At 2.397 Å the RHF curve stands at 31.8 kJ/mol, and when the germanium–nitrogen bond is pulled further, the energy goes down. With the fragments far apart it is only 28.8 kJ/mol. Read literally, two fragments that approach each other would have to climb over a hump before they could bond. In every other column the energy rises at each step beyond the zero of the scan.

Ansatz 0.2.0; charge 0 e, spin multiplicity 4, basis cc-pVDZ, scan stretch, pair space electrons 5, pair space orbitals 5, valence space electrons 11, valence space orbitals 10.

```tsv
scan distance (Å)	UCCSD(T), energy from the start of the scan (kJ/mol)	BCCD(T), energy from the start of the scan (kJ/mol)	RHF, energy from the start of the scan (kJ/mol)	B3LYP, energy from the start of the scan (kJ/mol)	RCCSDT(Q), energy from the start of the scan (kJ/mol)	PBE, energy from the start of the scan (kJ/mol)
1.565	218.30	218.20	196.20	209.70	219.10	208.80
1.737	51.30	51.40	37.20	50.00	52.00	50.30
1.931	0.00	0.00	0.00	0.00	0.00	0.00
2.073	3.70	3.40	17.00	2.60	2.70	2.90
2.397	43.20	42.40	31.80	42.00	41.00	48.40
2.629	61.40	60.80	25.80	66.60	60.60	81.30
3.161	74.90	74.40	22.00	93.80	75.90	123.00
3.607	79.50	79.00	23.20	102.60	80.80	136.20
4.266	83.80	83.40	25.90	108.40	85.20	144.30
5.145	86.30	85.80	27.80	111.00	87.70	147.90
6.631	87.30	86.80	28.80	111.80	88.70	149.00
```

The molecule is HGe–NH, with one hydrogen on each heavy atom, and the scan pulls a rigid GeH away from a rigid NH. Three electrons are unpaired with parallel spins, a quartet. This spin state was imposed; the PBE orbital energies at 1.565 Å suggest that a doublet lies lower there, so the curves belong to the quartet alone. Energies are counted from the row at 1.931 Å, not from the first row as the column heads suggest, and no column uses the pair and valence spaces listed above the table. The column RHF is the restricted open-shell form, in which the two electrons of a pair share one orbital in space. RCCSDT(Q), the highest coupled-cluster level here, serves as the yardstick within this basis.

The two ends of the scan show what the methods have to describe. Far apart, GeH has a lone pair on germanium and one unpaired electron, while NH has two unpaired electrons. In the quartet these three spins are parallel, and parallel spins cannot pair up in a bond. To form a bond to which each atom gives one electron, the germanium lone pair has to open: one of its electrons pairs with an electron of nitrogen, and the other stays behind unpaired. The number of unpaired electrons is then the same at both ends, but one of them has moved from nitrogen to germanium. This is the arrangement to be expected; the table does not list the spin on each atom.

A single determinant suits the far end, where the three unpaired electrons sit in three orbitals on separate fragments. It suits a stretched bond badly. Two electrons that share one orbital are found together on the same atom too often, and this costs more energy as the atoms move apart. Real electrons avoid it by staying on opposite sides of the bond. The first step outward from the zero shows the effect: RHF rises by 17.0 kJ/mol, the yardstick by only 2.7.

Sooner or later the determinant does better by giving up the bond pair and describing two unbonded fragments. The hump is probably the place where this exchange happens. The energy would then fall because the unbonded fragments repel each other at short range, and this repulsion fades as they separate. Beyond 3.161 Å the curve climbs again slightly, which points to a weak attraction between the fragments. The errors give a clue to where the exchange begins. An intact bond pair should make RHF ever more too high as the bond stretches, yet at 2.397 Å it is already too low. This reading has not been tested; it would be confirmed if an unpaired electron moved from germanium to nitrogen between 2.073 Å and the rows just beyond the hump. The argument explains the order of events, a steep rise followed by a fall, but it does not predict the distance at which the curve turns.

The cost of the approximation can be estimated without any fitted constant. Let $g$ be the RHF energy less the RCCSDT(Q) energy, both counted from the same row. If both levels use the same determinant in each row, a change in $g$ is a change in the size of the correlation energy, the part that a single determinant leaves out. At 2.073 Å $g=17.0-2.7=14.3$ kJ/mol, and at the far end $g=28.8-88.7=-59.9$ kJ/mol. The stretched bond thus holds $14.3+59.9=74.2$ kJ/mol more correlation energy than the separated fragments.

That is a modest share of the whole. At the shortest distance the correlation energy of the outer electrons, the only ones correlated here, comes to about 612 kJ/mol, so the change is roughly an eighth of it. Yet it is nearly as large as the entire energy needed to pull the fragments apart. RHF fails because the correlation energy changes along the path; a constant error, however large, would have cancelled.

The numbers betray the failure in two ways. One is the hump itself, a warning that can be seen without any better calculation, though it takes one to show that the barrier is not real. The other is the sign of the error: RHF is 14.3 kJ/mol too high at 2.073 Å and 9.2 too low in the next row. Somewhere between them it agrees with the yardstick by accident, so a comparison at one well-chosen distance would have passed a curve that is wrong on both sides. The total spin gives no alarm, since a restricted determinant has the correct value by construction.

The yardstick deserves the same suspicion, because it is built on a restricted determinant too. UCCSD(T) starts from an unrestricted one, with some spin contamination flagged along the whole scan, and BCCD(T) adjusts its orbitals to the correlated electrons. Both stay within about 2 kJ/mol of RCCSDT(Q) in every row, and neither shows a hump. The smooth rise therefore does not hang on one choice of starting orbitals.

The density functionals fail in a less visible way. Their curves are smooth, and at 2.073 Å they match the yardstick to a few tenths of a kJ/mol. At the far end, however, B3LYP is 23.1 kJ/mol too high and PBE 60.3, the latter an excess of 68 % over the RCCSDT(Q) value. More than three quarters of either excess is already there at 3.161 Å, so it builds up while the bond is breaking. A good shape near the minimum says little about the energy needed to separate the fragments.

The direction of this error fits a known weakness. In an approximate functional an electron partly repels itself, and it can lower this false repulsion by spreading over two atoms. The bonded molecule, where electrons are shared, then comes out too stable compared with the fragments. B3LYP replaces part of the approximate exchange by exact exchange, which weakens the effect, and its excess is indeed smaller. The two functionals differ in other respects as well, and either may also misjudge the cost of opening the germanium lone pair, so the comparison supports this cause without isolating it.

Nor can the whole excess be charged to the functionals. Coupled cluster in a small basis usually binds too weakly, because correlation needs many functions to converge, so some of the 23.1 kJ/mol of B3LYP may belong to the yardstick. The distance between the two functionals is free of that doubt: at the far end they differ by 37.2 kJ/mol. Wherever the correct value lies, at least one of these two results misses it by half that amount, about 19 kJ/mol, or more. The analysis printed after the text lists the deviations row by row; nothing in it was fitted.

Germanium–nitrogen bonds also occur in germanium nitride layers, which can passivate germanium channels in transistors. A small quartet molecule pulled apart rigidly is no model of such a film, and its curve gives no growth barrier. It does show that a method can look sound near the equilibrium distance and still misjudge what it costs to break the bond.

The analysis program printed:

```
Deviation from CCSDT(Q) in kJ/mol:
    row   ROHF  B3LYP    PBE  UCCSD(T)  BCCD(T)
  1.565  -22.9   -9.4  -10.3      -0.8     -0.9
  1.737  -14.8     -2   -1.7      -0.7     -0.6
  1.931      0      0      0         0        0
  2.073   14.3   -0.1    0.2         1      0.7
  2.397   -9.2      1    7.4       2.2      1.4
  2.629  -34.8      6   20.7       0.8      0.2
  3.161  -53.9   17.9   47.1        -1     -1.5
  3.607  -57.6   21.8   55.4      -1.3     -1.8
  4.266  -59.3   23.2   59.1      -1.4     -1.8
  5.145  -59.9   23.3   60.2      -1.4     -1.9
  6.631  -59.9   23.1   60.3      -1.4     -1.9
ROHF deviation at the far end, percent of the CCSDT(Q) rise: -67.53
B3LYP deviation at the far end, percent of the CCSDT(Q) rise: 26.04
PBE deviation at the far end, percent of the CCSDT(Q) rise: 67.98
PBE less B3LYP at the far end, kJ/mol: 37.2
Downward steps of ROHF beyond the zero, count: 2
Downward steps of CCSDT(Q) beyond the zero, count: 0
ROHF hump row above the trough row, kJ/mol: 9.8
ROHF hump row above the far end, kJ/mol: 3
CCSDT(Q) rise from the hump row to the trough row, kJ/mol: 34.9
Share of the far-end PBE deviation present at the trough row, percent: 78.11
Share of the far-end B3LYP deviation present at the trough row, percent: 77.49
Fall of the ROHF to CCSDT(Q) gap from 2.073 angstrom to the far end, kJ/mol: 74.2
Whole correlation energy of CCSDT(Q) at 1.565 angstrom, kJ/mol: 612.1
Largest UCCSD(T) deviation of either sign, kJ/mol: 2.2
Largest BCCD(T) deviation of either sign, kJ/mol: 1.9
```
